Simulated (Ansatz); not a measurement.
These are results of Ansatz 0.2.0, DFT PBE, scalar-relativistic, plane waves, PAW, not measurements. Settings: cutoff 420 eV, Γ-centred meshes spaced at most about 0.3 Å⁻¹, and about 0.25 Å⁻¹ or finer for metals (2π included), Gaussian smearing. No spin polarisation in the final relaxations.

Temperature and zero-point effects are left out.

Compare these two cells of Bi4Te3, each relaxed at this level.

A.

Space group P-6m2 (No. 187). a = 8.992 Å, b = 8.992 Å, c = 3.288 Å, α = 90.00°, β = 90.00°, γ = 120.00°
```csv
atom,site,symmetry,x,y,z
Bi,3k,mm2,0.5404,0.4596,0.5000
Bi,1c,-6m2,0.3333,0.6667,0.0000
Te,3k,mm2,0.1205,0.8795,0.5000
```

B.

Space group P4/mmm (No. 123). a = 7.359 Å, b = 7.359 Å, c = 7.976 Å, α = 90.00°, β = 90.00°, γ = 90.00°
```json
{"atom": "Bi", "site": "4o", "symmetry": "m2m.", "x": "0.7960", "y": "0.5000", "z": "0.5000"}
{"atom": "Te", "site": "2h", "symmetry": "4mm", "x": "0.5000", "y": "0.5000", "z": "0.1832"}
{"atom": "Te", "site": "1b", "symmetry": "4/mmm", "x": "0.0000", "y": "0.0000", "z": "0.5000"}
```

Question: Which would you expect to be lower, and how large is the difference?

Answer: A is lower, by 299 meV/atom. A has space group P-6m2 (No. 187), 32.9 Å³/atom and no gap on its mesh; B has space group P4/mmm (No. 123), 61.7 Å³/atom and no gap. Counting Te atoms around Bi (those within 1.25 times the shortest such distance or 1.15 times the sum of covalent radii, 1.27 where that leaves under three; a plus sign parts nearer from farther groups; the shortest distance is added where it exceeds 1.18 times the sum of covalent radii; a slash parts the counts of unlike sites), A has Bi 2/6 from 3.7 Å and B has Bi 2+2. B holds Te–Te pairs (shortest 2.92 Å); in A the shortest Te–Te distance is 3.25 Å, near bonding range too. The denser one is the lower, and pressure would at first widen the difference. Even the lower one lies +0.13 eV/atom against the reference forms of the elements (uncorrected), so neither is stable at this level. Both come from invented guesses. The part of the Crystallography Open Database at hand lists Bi4Te3 in space group No. 166, which no cell shown has.

These runs have no spin–orbit coupling, which can matter for Bi and Te. Cells relaxed within their symmetry can be saddle points.

The preference for A probably comes from packing. B spends almost twice the volume per atom on an open framework of Bi squares capped by Te, and its Te at the 1b site sits in a cavity with no neighbour at normal bonding distance. The short Te–Te pairs in B don't make up for that loss. In A every atom has a like neighbour one c repeat away, at 3.288 Å, so p-orbital overlap along the columns can supply delocalised bonding.

A still makes poor use of Bi–Te attraction: one of its Bi sites has six Te neighbours, but only from 3.7 Å, too far for more than weak bonding. This suggests why even A lies above the elements. The known compound instead stacks Bi bilayers with Bi₂Te₃-type layers, which separates Bi–Bi bonding from strong, roughly octahedral Bi–Te bonding. The positive energy therefore counts against these two arrangements, not against Bi₄Te₃ as a compound.
